## Counting in halvings

Between the atoms of a solid, the electron density can be counted in halvings. In the crystal treated here, Zr₂CdSb₃, the part that one atom contributes halves about every 0.28 Å as one moves away from it. If two neighbours are pulled apart by 0.56 Å, the midpoint moves 0.28 Å away from each, and by this rule its density drops to half. Stretching a contact by only 0.1 Å costs the midpoint about 12 %.

One more number fixes the scale. At 1.5 Å from its nucleus, an atom contributes about 0.14 electrons per cubic ångström. Two atoms 3 Å apart therefore give a little under 0.3 e/Å³ halfway between them. This is the order of magnitude to remember for a contact of that length in this crystal.

Smooth PAW valence density along contacts in unrelaxed Zr₂CdSb₃ (space group P-4m2), calculated with Ansatz 0.2.0 using r2SCAN, generated scalar-relativistic PAW datasets and a 500 eV plane-wave cutoff. The calculation is non-spin-polarized, with an 8 × 8 × 4 k-mesh and Fermi–Dirac smearing of 0.1 eV. All PAW spheres have a radius of 1.396 Å.

| contact | distance from the first atom (Å) | inside a PAW sphere | valence density (e/Å³) |
| --- | --- | --- | --- |
| Cd–Sb (1) | 0.57 | yes | 6.78 |
| Cd–Sb (1) | 0.85 | yes | 1.35 |
| Cd–Sb (1) | 1.14 | yes | 0.387 |
| Cd–Sb (1) | 1.42 | no | 0.297 |
| Cd–Sb (1) | 1.71 | yes | 0.416 |
| Cd–Sb (1) | 1.99 | yes | 0.884 |
| Cd–Sb (1) | 2.28 | yes | 3.75 |
| Zr–Sb (2) | 0.61 | yes | 3.06 |
| Zr–Sb (2) | 0.91 | yes | 0.911 |
| Zr–Sb (2) | 1.22 | yes | 0.289 |
| Zr–Sb (2) | 1.52 | no | 0.254 |
| Zr–Sb (2) | 1.83 | yes | 0.373 |
| Zr–Sb (2) | 2.13 | yes | 0.741 |
| Zr–Sb (2) | 2.43 | yes | 3.01 |
| Cd–Zr (3) | 0.62 | yes | 5.32 |
| Cd–Zr (3) | 0.93 | yes | 0.883 |
| Cd–Zr (3) | 1.24 | yes | 0.269 |
| Cd–Zr (3) | 1.54 | no | 0.177 |
| Cd–Zr (3) | 1.85 | yes | 0.231 |
| Cd–Zr (3) | 2.16 | yes | 0.812 |
| Cd–Zr (3) | 2.47 | yes | 2.95 |
| Sb–Sb (4) | 0.70 | yes | 1.76 |
| Sb–Sb (4) | 1.06 | yes | 0.446 |
| Sb–Sb (4) | 1.41 | no | 0.200 |
| Sb–Sb (4) | 1.76 | no | 0.142 |
| Sb–Sb (4) | 2.11 | no | 0.200 |
| Sb–Sb (4) | 2.47 | yes | 0.446 |
| Sb–Sb (4) | 2.82 | yes | 1.76 |

Each contact is followed from its first atom towards the second. The column "inside a PAW sphere" marks the points near a nucleus, where the calculation yields a smoothed density that differs from the true one. The rule is meant for the points outside the spheres.

## Why an exponential tail is a fair guess

Far enough from a free atom, an electron bound to it has too little energy to be there by classical mechanics. Its wave function then dies away exponentially, and the density, being the square, dies away twice as fast:

$$\rho \propto e^{-kr}, \qquad k = \frac{2\sqrt{2mI}}{\hbar}.$$

Here $\rho$ is the valence density, $r$ the distance from the nucleus, $m$ the electron mass and $I$ the energy needed to remove the electron. A tightly held electron has a short tail and a loosely held one a long tail.

The midpoints in the table aren't that far out. At three of the four, the electrostatic potential energy of an electron lies below the Fermi level, up to which the states are filled, and exchange and correlation lower it further. The most energetic electrons are therefore allowed there even by classical mechanics. The rule borrows the exponential as a simple shape for a density that falls steadily over a few tenths of an ångström, and the rate has to be fitted.

The square root makes different elements look more alike than their ionisation energies do. For Cd, Zr and Sb these energies are roughly 7 to 9 eV, so the far tails of the free atoms should differ in decay rate by less than a fifth. That is the excuse for a bold simplification: every atom gets the same tail. Whether the tails also have the same height is an assumption that only the table can judge.

## Two constants from one contact

For a contact of length $d$, the rule adds the two tails:

$$\rho(r) = A\left[e^{-k(r-1.5)} + e^{-k(d-r-1.5)}\right],$$

with distances in Å and $A$ as one atom's share at 1.5 Å. Between two equal atoms the sum is a hyperbolic cosine, lowest at the midpoint and rising evenly on both sides. Two densities along the Sb–Sb contact are therefore enough to find both constants.

The midpoint has 0.142 e/Å³, and a point 0.35 Å to the side has 0.200 e/Å³. Their ratio is 1.41, which is the hyperbolic cosine of 0.88. Dividing 0.88 by 0.35 Å gives $k \approx 2.5$ per Å, and the midpoint density then gives $A \approx 0.136$ e/Å³.

A free Sb atom, with its ionisation energy of roughly 8.6 eV, would suggest about 3.0 per Å by the formula above. Part of the difference may arise because that formula is used closer in than it is meant for. Third atoms can account for another part. Two Zr atoms lie beside the Sb–Sb midpoint, and the same tail would let them supply about 14 % of the density there. Such a nearly even background flattens the curve, so the fitted constants describe an atom in this crystal rather than a free one. Any charge gathered by bonding is absorbed in them too, and the success of the sum is no evidence against a bond.

## First worked row: halfway between Cd and Sb

This row played no part in finding the constants. The midpoint lies 1.42 Å from the Cd nucleus and practically as far from Sb. That is 0.08 Å closer than the reference distance of 1.5 Å.

1. Count the halvings: $0.08/0.28 \approx 0.29$. The point is closer, so the share grows.
2. Find one atom's share: $0.136 \times 2^{0.29} \approx 0.166$ e/Å³.
3. Add the equal share of the other atom: $2 \times 0.166 \approx 0.33$ e/Å³.

The calculation gives 0.297 e/Å³, so the estimate is about 10 % too high. For a value found from one distance and two constants borrowed from another contact, that is a useful result. It would be good enough to catch a wrong unit, since a density per cubic bohr is about seven times smaller than one per cubic ångström.

## Second worked row: halfway between Cd and Zr

The steps are the same. The midpoint is now slightly beyond 1.5 Å from both nuclei, so each share falls to about 0.12 e/Å³ and the sum to 0.24 e/Å³. The calculation gives only 0.177 e/Å³. The estimate is 37 % too high, the largest error of any midpoint.

Distance is not to blame. The Zr–Sb contact is almost as long, and there the rule misses its midpoint by only about 2 %. What has changed is the partner: Cd–Zr is the one contact in the table without Sb.

## What the poor row teaches

The obvious repair is to give each metal a tail of its own height. The contacts with Sb supply these heights: relative to Sb, Cd needs a weight of 0.81 and Zr one of 0.97. With these weights the Cd–Zr estimate drops to 0.22 e/Å³, which is still 22 % too high. At the fitted decay rate, weaker metal tails thus explain only part of the error.

Third atoms may have made the fitted tail too flat, but correcting the Sb–Sb contact for them doesn't cure the error. If an even background of 14 % of the midpoint density is taken off both fitted points, the tail becomes steeper, yet Sb's share at 1.5 Å falls from 0.136 to about 0.12 e/Å³. More is then left for Cd and Zr in their contacts with Sb, and the estimate between the two metals rises to about 0.24 e/Å³. The other contacts have third atoms of their own, which this correction leaves out.

A possible reason for the remaining error is that an atom's tail isn't the same in all directions. When the charge in the same calculation is divided among the atoms by Bader's method, each Zr has lost about 1.4 electrons, while Cd has gained a little and each Sb between 0.8 and 1.0. If this charge gathers in the space between the metals and Sb, the Zr–Sb contact looks well filled and the Cd–Zr contact looks thin. Weaker metal tails and uneven directions may both be at work, and no calculation here separates them.

For use by hand, the lesson is simple. Where at least one partner is Sb, the equal-tail rule gives the midpoint to about 10 %. Between the two metals it should be read as an upper estimate, more than a third too high in the single case at hand.

## Accuracy over the table and limits of range

The constants come from two Sb–Sb points, so the close agreement along the middle of that contact is built in. The real test outside the spheres consists of the three other midpoints. Their errors, relative to the calculated density, are about 2, 10 and 37 %, all on the high side. The output below lists the estimate and its error for every row.

Just inside the spheres, between 1.0 and 1.4 Å from the nearer nucleus, the rule still follows the smoothed density. The errors stay below 20 %, except at the point on the Zr side of the Cd–Zr contact, where the estimate is again 37 % too high. Agreement in this zone shows that the smoothed density continues the outer tail. It isn't a test against the true density.

Closer than 1.0 Å, the rule is too low in every row. At the innermost points, the calculated density exceeds the estimate by a factor of roughly two to five. The likely cause is the next shell down, such as the 4d electrons of Cd and Sb or the 4s and 4p electrons of Zr. These shells are compact and steep, and a single slow exponential fixed far outside can't contain them.

The range in length is that of the contacts themselves, from about 2.8 to 3.5 Å. Much farther out, third atoms would matter as much as the two partners, and a sum of two tails would lose its meaning. The cell is also unrelaxed, so the densities belong to these particular distances and not to the crystal at rest. They describe a state in which magnetism was excluded, although a magnetic state might lie lower.

The analysis program printed:

```
decay rate of one tail from two Sb-Sb values, 1/Å: 2.485
distance over which one tail halves, Å: 0.2789
share of one atom at 1.5 Å, e/Å³: 0.136
rough free-atom decay rate for an ionisation energy of 8.6 eV, 1/Å: 3.005
rule against table:
        row  estimate_e_per_Å3  error_percent
  Cd–Sb (1)              1.392         -79.48
  Cd–Sb (1)             0.7234         -46.41
  Cd–Sb (1)             0.4136          6.879
  Cd–Sb (1)             0.3281          10.49
  Cd–Sb (1)             0.4142        -0.4207
  Cd–Sb (1)             0.7092         -19.78
  Cd–Sb (1)              1.395          -62.8
  Zr–Sb (2)              1.256         -58.97
  Zr–Sb (2)             0.6176         -32.21
  Zr–Sb (2)             0.3338          15.51
  Zr–Sb (2)             0.2582          1.635
  Zr–Sb (2)             0.3381         -9.358
  Zr–Sb (2)             0.6148         -17.03
  Zr–Sb (2)              1.249         -58.49
  Cd–Zr (3)              1.224            -77
  Cd–Zr (3)             0.5871         -33.51
  Cd–Zr (3)             0.3165          17.65
  Cd–Zr (3)             0.2432          37.41
  Cd–Zr (3)             0.3165          37.01
  Cd–Zr (3)             0.5871          -27.7
  Cd–Zr (3)              1.224         -58.51
  Sb–Sb (4)             0.9982         -43.28
  Sb–Sb (4)             0.4183         -6.203
  Sb–Sb (4)             0.1997        -0.1398
  Sb–Sb (4)              0.142      0.0006949
  Sb–Sb (4)             0.1987        -0.6606
  Sb–Sb (4)             0.4252         -4.653
  Sb–Sb (4)             0.9909          -43.7
Cd-Sb midpoint, share of the first atom, e/Å³: 0.1659
Cd-Zr midpoint, share of the first atom, e/Å³: 0.1231
largest error size just inside a sphere (1.0 to 1.396 Å from the nearer atom), percent: 37.01
weight of the Cd tail relative to Sb: 0.8102
weight of the Zr tail relative to Sb: 0.9678
Cd-Zr midpoint from these weights, e/Å³: 0.2162
error of that weighted estimate, percent: 22.16
two third atoms (Zr) by the same tail, percent of the Sb-Sb midpoint density: 14.43
```
